## Limits and scaling of the CCSD[T] triples correction

### Definition and conventions

Atomic units are used, with energies in hartree ($E_h$). Indices $i,j,k,m$ label the $O$ correlated occupied spin orbitals and $a,b,c,e$ the $V$ virtual ones. The orbitals are real canonical Hartree–Fock orbitals, and $\langle pq\|rs\rangle=\langle pq|rs\rangle-\langle pq|sr\rangle$. Let $V_N$ be the normal-ordered two-electron operator and $T_2=\tfrac14\sum t_{ij}^{ab}\,a^\dagger b^\dagger ji$ the converged CCSD doubles. To lowest order the triples equation reads $D_{ijk}^{abc}t_{ijk}^{abc}=W_{ijk}^{abc}$ with

$$W_{ijk}^{abc}=\langle\Phi_{ijk}^{abc}|V_NT_2|\Phi\rangle=P(i/jk)P(a/bc)\Big[\sum_e t_{jk}^{ae}\langle ei\|bc\rangle-\sum_m t_{im}^{bc}\langle ma\|jk\rangle\Big],$$

$$D_{ijk}^{abc}=\varepsilon_i+\varepsilon_j+\varepsilon_k-\varepsilon_a-\varepsilon_b-\varepsilon_c,$$

where $P(i/jk)f(ijk)=f(ijk)-f(jik)-f(kji)$. The energy $\langle\Phi|T_2^\dagger V_NT_3|\Phi\rangle$ is

$$E[\mathrm T]=\frac1{36}\sum_{ijkabc}\frac{|W_{ijk}^{abc}|^2}{D_{ijk}^{abc}},$$

and the factor $1/36=1/(3!)^2$ reduces the free sums to one term per determinant. This is the correction of Urban, Noga, Cole and Bartlett (1985). CCSD(T) adds to it a fifth-order term linear in the singles amplitudes. The correction vanishes identically for $O<3$, as in H$^-$, Li$^+$ or H$_2$.

If every occupied level lies below every virtual one, with HOMO–LUMO gap $g>0$, then $D\le-3g$ and

$$-\frac{\|W\|^2}{3g}\le E[\mathrm T]\le0,\qquad \|W\|^2=\frac1{36}\sum|W|^2 .$$

### Dimensional analysis and weak coupling

Amplitudes are pure numbers, $W$ and $D$ are energies. Multiplying all orbital energies and integrals by $s$ leaves $t$ unchanged and gives $E[\mathrm T]\to sE[\mathrm T]$, so only ratios of integrals to gaps matter. Scale the fluctuation potential by $\lambda$ at fixed orbital energies. Then $t=\lambda t^{(1)}+\lambda^2t^{(2)}+\dots$ with $t^{(1)\,ab}_{ij}=\langle ab\|ij\rangle/(\varepsilon_i+\varepsilon_j-\varepsilon_a-\varepsilon_b)$, and since $W$ is linear in $V_N$ and in $t$,

$$E[\mathrm T]=\lambda^4E_4(\mathrm T)+\frac{2\lambda^5}{36}\sum\frac{W[t^{(1)}]\,W[t^{(2)}]}{D}+O(\lambda^6).$$

The leading term $E_4(\mathrm T)=\tfrac1{36}\sum W[t^{(1)}]^2/D$ is the triples part of MP4. The $\lambda^5$ term has either sign and is only part of the exact fifth order. The coupling of triples among themselves, for one, is missing.

An isoelectronic series realises $\lambda$ physically. For a nonrelativistic ion, in a basis scaled with the nuclear charge, $r\to r/Z$ gives $H=Z^2[h+Z^{-1}\sum r_{12}^{-1}]$. Gaps between shells scale as $Z^2$ and integrals as $Z$. For filled shells (Na$^+$, Mg$^{2+}$, Al$^{3+}$) $t\sim Z^{-1}$, $W\sim Z^0$ and $E[\mathrm T]\sim Z^{-2}[1+O(1/Z)]$, against a correlation energy of order $Z^0$. In Be-like ions the $2s$–$2p$ gap is itself of order $Z$, so $t(2s^2\to2p^2)\sim Z^0$ and $W\sim Z$. Every triple of four electrons empties a $1s$ orbital, hence $D\sim Z^2$ and $E[\mathrm T]\sim Z^0$, against a correlation energy of order $Z$.

### System size and distance

To raise a double to a triple, $V_N$ must act with three quasiparticle creators and one annihilator, and the annihilator must contract with $T_2$. $W$ is therefore connected. For $n$ non-interacting fragments with localised orbitals it vanishes unless all six indices lie on one fragment, and $E[\mathrm T]=nE_1[\mathrm T]$. Rotations among degenerate orbitals leave $D$ and the sum of $|W|^2$ over each degenerate set unchanged, so delocalised canonical orbitals of identical fragments give the same energy. The number of determinants grows as $n^6$, the number that contribute in the local basis as $n$.

At finite separation $R$, consider a double on A and a single $i\to c$ on B. The monopole parts $\delta_{eb}$ and $\delta_{mj}$ of the charge distributions on A cancel between two particle and two hole terms. The dipole parts leave $W\sim R^{-3}$, and an intermolecular amplitude of order $R^{-3}$ times a local integral has the same order. These triples give a negative $R^{-6}$ dispersion term. One excitation on each of three fragments has $W\sim R^{-6}$ and contributes $R^{-12}$. For two N$_2$ molecules a slower term exists: the triples local to A respond linearly to the field gradient of the quadrupole of B, which gives $R^{-5}$ with a sign set by the orientation.

### A solvable model for the gap

Take an electron pair with bonding and antibonding orbitals $i,a$, of opposite parity under a mirror plane, and a third electron on that plane with two even orbitals $k,c$ that do not overlap the pair. The even states are the reference, the double $i\bar i\to a\bar a$, the single $k\to c$, and their product, a triple. In that order

$$H=\begin{pmatrix}0&K&0&0\\K&\Delta&0&w\\0&0&\omega&K\\0&w&K&\Delta+\omega\end{pmatrix},\qquad\Delta=2g+\delta .$$

Here $g=\varepsilon_a-\varepsilon_i$, $K=(ia|ia)>0$, $\omega=\varepsilon_c-\varepsilon_k$, and $\delta=J_{ii}+J_{aa}-4J_{ia}+2K$ is the first-order diagonal shift of the double. Other diagonal shifts are set to zero as a modelling choice. The Slater–Condon rules with the Brillouin condition give $w=2[(aa|kc)-(ii|kc)]$, and the formula for $W$ gives $W=wt$, two particle terms minus two hole terms. The monopole cancellation is explicit. By parity this difference density has no dipole along the bond, and for a pair centred at one point its quadrupole makes $w\sim R^{-4}$.

With singles amplitude $s$, CCSD assigns the coefficients $(1,t,s,st)$. The first row gives $E=Kt$, the third gives $\omega s+Kst=Es$, so $s=0$ and CCSD(T) coincides with CCSD[T] here. The second row is $K+\Delta t-Kt^2=0$. With $x=2K/\Delta$ and $\Delta>0$,

$$t=-\frac{x}{1+\sqrt{1+x^2}},\qquad E[\mathrm T]=-\frac{w^2t^2}{2g+\omega},\qquad E_4(\mathrm T)=-\frac{w^2K^2}{4g^2(2g+\omega)} .$$

For $x\ll1$, $t^2=\tfrac14x^2(1-\tfrac12x^2)$ and $E[\mathrm T]/E_4(\mathrm T)=1-\delta/g+\dots$ at fifth order, with $-x^2/2$ among the sixth-order terms. For $x\gg1$, $t^2=1-2/x+\dots$ and the amplitude saturates while $E_4(\mathrm T)$ diverges as $g^{-2}$. The asymptotes $x^2/4$ and $1$ meet at $x=2$, that is $K=\Delta$, which is the crossover.

The exact energy follows to order $w^2$ from the eigenstates of the pair, $(1,t)$ and $(-t,1)$, split by $\Omega=\sqrt{\Delta^2+4K^2}$. The projector on the double has the matrix elements $t^2/(1+t^2)$ and $t/(1+t^2)$ from the lower state, so

$$E_{\rm exact}-E_{\rm CCSD}=-\frac{w^2}{(1+t^2)^2}\Big[\frac{t^4}{\omega}+\frac{t^2}{\Omega+\omega}\Big]+O(w^4).$$

Let $\rho=E[\mathrm T]/(E_{\rm exact}-E_{\rm CCSD})$. As $x\to0$, $\rho\to1+\delta/(2g+\omega)$, and for $\delta=0$

$$\rho=1+x^2\Big[\frac12+\frac{g}{2g+\omega}-\frac{2g+\omega}{4\omega}\Big]+O(x^4).$$

When both $g$ and $\Delta$ go to zero,

$$\rho\to\frac{2(2K+\omega)}{K+\omega},$$

which lies between 2 and 4. The correction stays finite but overshoots, because it lacks the normalisation $(1+t^2)^{-2}$ and because its denominator $2g+\omega$ collapses to $\omega$ while $\Omega+\omega$ does not.

### Operation counts

Counted in spin orbitals without spin or spatial symmetry, each determinant needs nine permutations of a sum over $V+O$ terms:

$$N_T=9(V+O)\binom O3\binom V3=\frac{O^3V^4}{4}\Big(1+\frac OV\Big)\Big(1-\frac1O\Big)\Big(1-\frac2O\Big)\Big(1-\frac1V\Big)\Big(1-\frac2V\Big).$$

The step is done once, and the hole term $O^4V^3/4$ overtakes the particle term only for $V<O$. One CCSD iteration contains the ladder term, $\binom O2\binom V2^2\approx O^2V^4/8$, and the building and contraction of the ring intermediate, $2O^3V^3$. These two are equal at $V/O=16$. For large $O$ and $V$ the triples step costs as much as $n_{\rm it}$ iterations at

$$O^*=\frac{n_{\rm it}(1+16\,O/V)}{2(1+O/V)},$$

which tends to $n_{\rm it}/2$ in large basis sets.

### N$_2$ in cc-pVDZ

The basis has $3s2p1d$ contracted functions, 14 per atom with spherical $d$, and 28 in all. With 7 occupied orbitals and the two $1s$ cores frozen, there are 5 correlated occupied and 21 virtual spatial orbitals, so $O=10$, $V=42$, $V/O=4.2$.

**Determinants.** There are $\binom{10}3\binom{42}3=1\,377\,600$ triples, of which $2(13\,300+220\,500)=467\,600$ conserve $M_S$. In $D_{2h}$ with the bond along $z$, the correlated occupied orbitals span $2A_g+B_{1u}+B_{2u}+B_{3u}$ and the virtual ones $4A_g+B_{1g}+3B_{2g}+3B_{3g}+A_u+5B_{1u}+2B_{2u}+2B_{3u}$. If $p$ is the character of a set of $n$ orbitals, its antisymmetric square and cube have characters $(p^2-n)/2$ and $p(p^2-3n+2)/6$. Averaging the products over the eight operations leaves 1658 $\alpha\alpha\alpha$ and 27 718 $\alpha\alpha\beta$ triples, or 58 752 with the spin-reversed partners.

**Cost.** The leading term $O^3V^4/4=7.78\times10^8$ is multiplied by $1.24$ for the hole term and by $0.720$ and $0.930$ for the finite $O$ and $V$, giving $N_T=6.45\times10^8$ multiply-adds. The ladder costs $3.34\times10^7$ and the rings $1.48\times10^8$, so the setting lies on the ring-dominated side of $V/O=16$, and the triples step equals 3.6 such iterations. A contraction of order $OV^4=3.11\times10^7$ from the singles, left out of this count, rivals the ladder. For an assumed $n_{\rm it}=15$, $O^*=29$, about three molecules. Correlating the cores ($O=14$) raises $N_T$ by a factor 3.27. With cardinal number $X$ the basis has $(X+1)(X+2)(2X+3)/6$ functions per atom, so $V\sim X^3$ and $N_T\sim X^{12}$ asymptotically. For $X=3,4$, $V=106$ and $206$, $N_T$ grows by factors 37.5 and 520 over $X=2$, and the local exponents are only 8.9 and 9.1.

**Denominators.** Take as approximate inputs a bond length of 1.098 Å ($1/R_e=0.48\,E_h$) and orbital energies $-0.77$ ($2\sigma_u$), $-0.63$ ($3\sigma_g$), $-0.61$ ($1\pi_u$), $+0.17$ ($1\pi_g$) and about $+0.6\,E_h$ ($3\sigma_u$). Then $g=0.78\,E_h$ and $3g=2.34\,E_h$. The triple $\pi_u^3\to\pi_g^3$ that would reach this bound is odd under inversion. The lowest allowed one is $2\sigma_u3\sigma_g1\pi_u\to1\pi_g^3$ with $|D|=2.52\,E_h$, provided the next virtual level lies above $0.35\,E_h$, which the inputs satisfy.

The selection rule extends to the whole triple bond. The orbitals $3\sigma_u,1\pi_g$ transform as $z$ times $3\sigma_g,1\pi_u$. Products of three occupied ones are even in $z$ and products of three virtual ones odd, so every triple inside this six-orbital space has $W=0$ at any bond length of the symmetric RHF reference. Every surviving denominator contains an orbital outside the space whose gaps close on stretching, as in the model. For this reason $E_4(\mathrm T)$ grows as $g^{-2}$ and not as $g^{-3}$.

**Model energies.** Identify the pair with $\pi_u^2\to\pi_g^2$ and take the illustrative values $K=0.17$, $\omega=1.4$, $w=0.1\,E_h$. The choice $\delta=0$ is made so that $|t|$ at $g=0.78\,E_h$ is near 0.1, a typical size for this amplitude. Energies are in m$E_h$, the exact column to order $w^2$. Full diagonalisation changes that column by at most about 1 per cent.

| $g/E_h$ | $x$ | $t$ | $E_4(\mathrm T)$ | $E[\mathrm T]$ | exact − CCSD | $\rho$ |
|---|---|---|---|---|---|---|
| 0.78 | 0.218 | $-0.108$ | $-0.0401$ | $-0.0392$ | $-0.0388$ | 1.01 |
| 0.34 | 0.5 | $-0.236$ | $-0.300$ | $-0.268$ | $-0.251$ | 1.07 |
| 0.17 | 1 | $-0.414$ | $-1.44$ | $-0.986$ | $-0.818$ | 1.21 |
| 0.085 | 2 | $-0.618$ | $-6.37$ | $-2.43$ | $-1.67$ | 1.46 |
| 0.017 | 10 | $-0.905$ | $-174$ | $-5.71$ | $-2.87$ | 1.99 |

The limit $g\to0$ is $\rho=2.22$. The equilibrium row lies about a factor nine below the crossover $x=2$, and there $E[\mathrm T]/E_4(\mathrm T)=0.977$. In every row $E[\mathrm T]$ is closer to the exact value than $E_4(\mathrm T)$, by little in the first and by orders of magnitude in the last.

The neglected shift is larger than these sixth-order effects. A value $\delta=-0.1\,E_h$ already raises $E[\mathrm T]/E_4(\mathrm T)$ by 13 per cent to first order. For an isolated pair with zero differential overlap, $\delta=-2\gamma$, where the two-centre repulsion $\gamma$ lies somewhat below $1/R_e$. An illustrative $\delta=-0.8\,E_h$ gives $t=-0.21$, multiplies $E[\mathrm T]$ by 3.9, and turns the small-$x$ ratio into $\rho=0.73$. The choice $\delta=0$ stands in for the couplings to the other $\pi$ pair and to the remaining doubles, which the model omits. The sign of $\rho-1$ at equilibrium is thus a property of the model and cannot be carried over to the molecule, while the overshoot at small gap holds for any $K,\omega>0$. The bound $|t|\le1$ also belongs to a single pair with $\Delta\ge0$, and the coupled equations for three pairs do not enforce it.

The value $-0.039$ m$E_h$ is the model's, for a single channel. As typical knowledge, the whole frozen-core correction for N$_2$ in this basis is roughly $-12$ m$E_h$, so the one channel falls short in magnitude by a factor of some hundreds. That total is shared among 58 752 determinants, about $0.2\ \mu E_h$ each on average.